**Question.** I have the r2SCAN density of states of a hypothetical ZrSe5 cell. I took it for Zr⁴⁺ among selenide ions, yet it is a metal. Why does Se p cross the Fermi level, and what is the hole at −2.77 eV?

Density of states of unrelaxed ZrSe5 (F-43m, 6 atoms per cell) from Ansatz 0.2.0, with r2SCAN, scalar-relativistic PAW, a 500 eV plane-wave cutoff and no spin polarisation. The 5x5x5 k-mesh includes Γ, and Methfessel-Paxton smearing is 0.0221 eV. Values are tetrahedron-method means over 0.50 eV bins; projections are summed over each element's atoms.

```tsv
bin centre from the Fermi level (eV)	total (states/eV/cell)	on Se p (states/eV/cell)	on Zr d (states/eV/cell)	on Se s (states/eV/cell)	on Zr s (states/eV/cell)
-11.78	4.00	0.07	0.04	3.86	0.02
-11.28	0.00	0.00	0.00	0.00	0.00
-10.78	0.00	0.00	0.00	0.00	0.00
-10.28	0.00	0.00	0.00	0.00	0.00
-9.78	0.00	0.00	0.00	0.00	0.00
-9.28	0.00	0.00	0.00	0.00	0.00
-8.78	0.00	0.00	0.00	0.00	0.00
-8.28	0.00	0.00	0.00	0.00	0.00
-7.78	0.00	0.00	0.00	0.00	0.00
-7.28	0.00	0.00	0.00	0.00	0.00
-6.78	0.16	0.16	0.00	0.00	0.00
-6.28	0.68	0.64	0.00	0.03	0.00
-5.78	1.86	1.74	0.01	0.07	0.04
-5.28	1.48	1.36	0.02	0.04	0.05
-4.78	5.89	5.28	0.19	0.15	0.23
-4.28	3.36	3.04	0.12	0.12	0.06
-3.77	4.78	4.21	0.22	0.22	0.08
-3.27	5.68	4.94	0.48	0.18	0.02
-2.77	0.11	0.09	0.02	0.00	0.00
-2.27	3.13	2.56	0.39	0.13	0.01
-1.77	5.56	4.44	0.82	0.16	0.05
-1.27	5.30	4.10	0.82	0.14	0.14
-0.78	2.71	2.07	0.52	0.04	0.03
-0.28	6.94	5.58	1.16	0.06	0.02
0.23	5.92	4.08	1.65	0.06	0.02
0.72	9.57	3.76	5.54	0.09	0.05
1.23	9.91	3.79	5.87	0.07	0.07
1.73	5.19	3.61	1.46	0.01	0.01
2.23	2.02	1.51	0.31	0.01	0.13
2.73	2.66	0.66	0.03	0.03	1.71
3.23	1.06	0.23	0.01	0.00	0.74
3.73	0.00	0.00	0.00	0.00	0.00
4.22	0.00	0.00	0.00	0.00	0.00
4.72	0.00	0.00	0.00	0.00	0.00
```

**Answer.** Each row is a bin 0.5 eV wide, named by its centre relative to the Fermi level. "Total" is the number of states per eV and cell, and the other columns are its projections on atomic orbitals. Half of a value is the number of states in that bin; these sums and the model results are printed after this answer.

The block from −6.78 to 3.23 eV holds 42 states: 30 from the p shells of five Se, ten from Zr d and two from Zr s. The zeros above it are a real gap on this k-mesh, since the bands are complete beyond the window. The first row is almost pure Se s, but it holds only two of the ten Se s states; the others lie below the window.

The cell has too few electrons for its selenium. Zr brings four and each Se four p electrons, 24 in all, which the sum up to the Fermi level returns within rounding. Closed p shells need 30, so six holes remain even if Zr gives up everything. An even count could still be an insulator, provided six p states were split off above the rest.

Se-rich semiconductors achieve that with short Se–Se pairs, roughly 2.3 Å as a recalled figure, whose antibonding orbital is pushed up and left empty. This cell has none. Four Se form a net of corner-sharing tetrahedra, each with six Se neighbours at 3.00 Å, and the electron localisation function midway is only 0.29, low for a bond. The fifth, Se1, and Zr sit in cages with 12 net atoms each. Many equal contacts broaden the p level into wide bands, so the argument is that the holes have no separate level and the Fermi level cuts the upper p band, still 80 % Se p just below it.

Zr d overlaps that band and mixes with it. Its share climbs, unevenly, from zero at the bottom to 17 % in the last filled bin, giving 2.38 d electrons. Se p correspondingly has 8.8 empty states, 2.8 more than six, about what Zr d and s hold together. These populations depend on the projection. The Bader charge of Zr is under half of +4, but such charges can fall well short of formal ones even where the formal count holds; it is the electron count that rules out five Se²⁻.

Zr d leads only in the bins at 0.72 and 1.23 eV, which hold 58 % of it. Its rms width is 1.4 eV against 2.4 eV for Se p. Theory ties this to the cage: the nearest Se are 3.51 Å away, compact d orbitals overlap them weakly, and sixteen neighbours make a nearly spherical field, in line with a peak that shows no splitting at this bin width. The two top bins hold about one band, two-thirds Zr s.

The dip at −2.77 eV, a few per cent of its neighbouring bins, has 12.00 states up to it, which is six full bands. The net suggests that number. Each net atom lies on three straight chains, and one p lobe per chain makes the σ contact. Four atoms give twelve lobes, grouped into six chains with two atoms per repeat. With hoppings $V_1$ and $V_2$ along a chain and $k$ the phase per repeat,

$$E = \pm\,|V_1 + V_2 e^{ik}|,$$

measured from the p level. The lobes on one atom are not orthogonal, which changes the energies but not their signs, so six bands are bonding and six antibonding.

The size follows from Harrison's rule $V = \eta\hbar^2/(m d^2)$, with $m$ the electron mass, $d$ the contact and $\eta \approx 2.2$ a rough recalled constant. Thus $V \approx 2.2 \times 7.6\ \text{eV Å}^2/(3.0\ \text{Å})^2 \approx 1.9$ eV, with no row of the table used to set it. The σ-only net then spans 12.2 eV, while the p–d part of the table spans about 9.5 eV. The estimate is $12.2/9.5 \approx 1.3$ times the table's width: the right scale, about 30 % too wide.

The depth of the dip is no fair test of the model. Equal hoppings let the bands touch at $k=\pi$, and on a finer mesh the model bin there holds 3.15 states per eV against 0.11 in the table. But the table's 5x5x5 mesh starts at zero, so $k$ takes only multiples of $2\pi/5$ and never reaches $\pi$. Interpolating between those points leaves a false gap of about $1.2V \approx 2.3$ eV in a single chain, which the non-orthogonal lobes can at most halve. On that mesh the σ-only net would show an empty bin too. Adding π hopping and then the p orbitals of Se1 at the same level makes bands six and seven overlap by about 1 eV, and the clean six–six count is lost. The bonding–antibonding reading therefore rests on the matching count alone.

Part of the gap may still be real. An untested guess for its cause is $V_1 \ne V_2$, which opens a gap $2|V_1 - V_2|$ in a single chain. Contacts along a chain are equally long but alternate between tetrahedra capped by Se1 and by Zr, and the computed force of 0.23 eV/Å expands the first kind. Se1 capping did not open a gap in the model, so the guess leans on Zr, which the model omits. The first test is a mesh with even divisions, such as 6x6x6 from zero: it includes $k=\pi$ and would show whether the hole survives. The sum of states passes ten full bands inside the shallow dip at −0.78 eV, but bins this wide can't show whether that matters; this dip and the jagged bins near −5 eV may come from the coarse mesh.

The cell is not a state one could expect to prepare as it stands. It is unrelaxed and under tension of 10 GPa, and contraction normally widens bands. Spin was switched off although the Fermi level carries 6.6 states per eV, so a magnetic state may lie lower, and spin-orbit coupling is left out. The open question is whether relaxation merely makes the two kinds of tetrahedra unequal, leaving the holes in a metallic band, or whether the net breaks up into short Se–Se bonds that take up the holes and open a gap at the Fermi level. Each such bond takes up two holes, so three are needed per cell: more than separate pairs of five Se can give, but as many as a chain of four Se has. A relaxation that keeps the present symmetry can't form such a chain, so a test has to start from displaced atoms.

Printed output of the fit:

```
bin eV | states summed from -7 eV | % Se p | % Zr d | % Zr s
 -6.78 |   0.08 |  100 |    0 |    0
 -6.28 |   0.42 |   94 |    0 |    0
 -5.78 |   1.35 |   94 |    1 |    2
 -5.28 |   2.09 |   92 |    1 |    3
 -4.78 |   5.04 |   90 |    3 |    4
 -4.28 |   6.71 |   90 |    4 |    2
 -3.77 |   9.11 |   88 |    5 |    2
 -3.27 |  11.95 |   87 |    8 |    0
 -2.77 |  12.00 |   82 |   18 |    0
 -2.27 |  13.56 |   82 |   12 |    0
 -1.77 |  16.34 |   80 |   15 |    1
 -1.27 |  18.99 |   77 |   15 |    3
 -0.78 |  20.35 |   76 |   19 |    1
 -0.28 |  23.82 |   80 |   17 |    0
  0.23 |  26.78 |   69 |   28 |    0
  0.72 |  31.56 |   39 |   58 |    1
  1.23 |  36.52 |   38 |   59 |    1
  1.73 |  39.11 |   70 |   28 |    0
  2.23 |  40.12 |   75 |   15 |    6
  2.73 |  41.45 |   25 |    1 |   64
  3.23 |  41.98 |   22 |    1 |   70
rounding: up to 0.05 states in the full sum; shares of bins under 0.2 are coarse
Zr contacts: 12 Se(net) at 3.51 A, 4 Se1 at 3.67 A
Se1 contacts: 12 Se(net) at 3.51 A, 4 Zr at 3.67 A
Se(net) contacts: 6 Se(net) at 3.00 A, 3 Se1 at 3.51 A, 3 Zr at 3.51 A
electrons expected 92-8-50-10 = 24; summed 23.82 + 0.17 (last 0.025 eV) = 23.98
states expected 30+10+2 = 42, summed 41.98; closed Se p shells lack 6 electrons
Se p: filled 20.10, empty 8.82, shell 30; centre -1.63, rms width 2.40 eV
Zr d: filled 2.38, empty 7.43, shell 10; centre 0.34, rms width 1.39 eV
Zr s: filled 0.37, empty 1.36, shell 2; centre 1.43, rms width 2.69 eV
Se s: filled 0.67, empty 0.14, shell 0; centre -2.47, rms width 2.14 eV
dip at -2.77: 1.9 % and 3.5 % of the bins below and above; 12.00 states up to it
Zr d in 0.72 and 1.23: 5.71 states, 58 % of d; two top bins 1.86 states, 66 % Zr s
first row 2.00 of 10 Se s states, 96 % Se s; unassigned in the manifold 0.70 states
Loewdin p holes: Se1 1.47, net Se 1.92 each, sum 9.13; Bader Zr 44 % of +4
filled d: e 0.80, t2 1.65, per-orbital ratio t2/e 1.37; force 0.23 eV/A expands the Se1-capped tetrahedron
estimate, eV from a common p level; sigma hopping 1.87 eV in the net, 1.36 eV to Se1
net sigma: width 12.2, bands below 0: 6-6, band 6 top -0.08, band 7 bottom 0.08, bin there 3.15/eV
net sigma+pi: width 12.3, bands below 0: 5-6, band 6 top 0.22, band 7 bottom 0.00, bin there 2.93/eV
all Se: width 12.3, bands below 0: 5-7, band 6 top 0.09, band 7 bottom -0.97, bin there 2.64/eV
table: p-d part spans about 9.5 eV, 4.26 eV of it below the dip, dip bin 0.11/eV
```
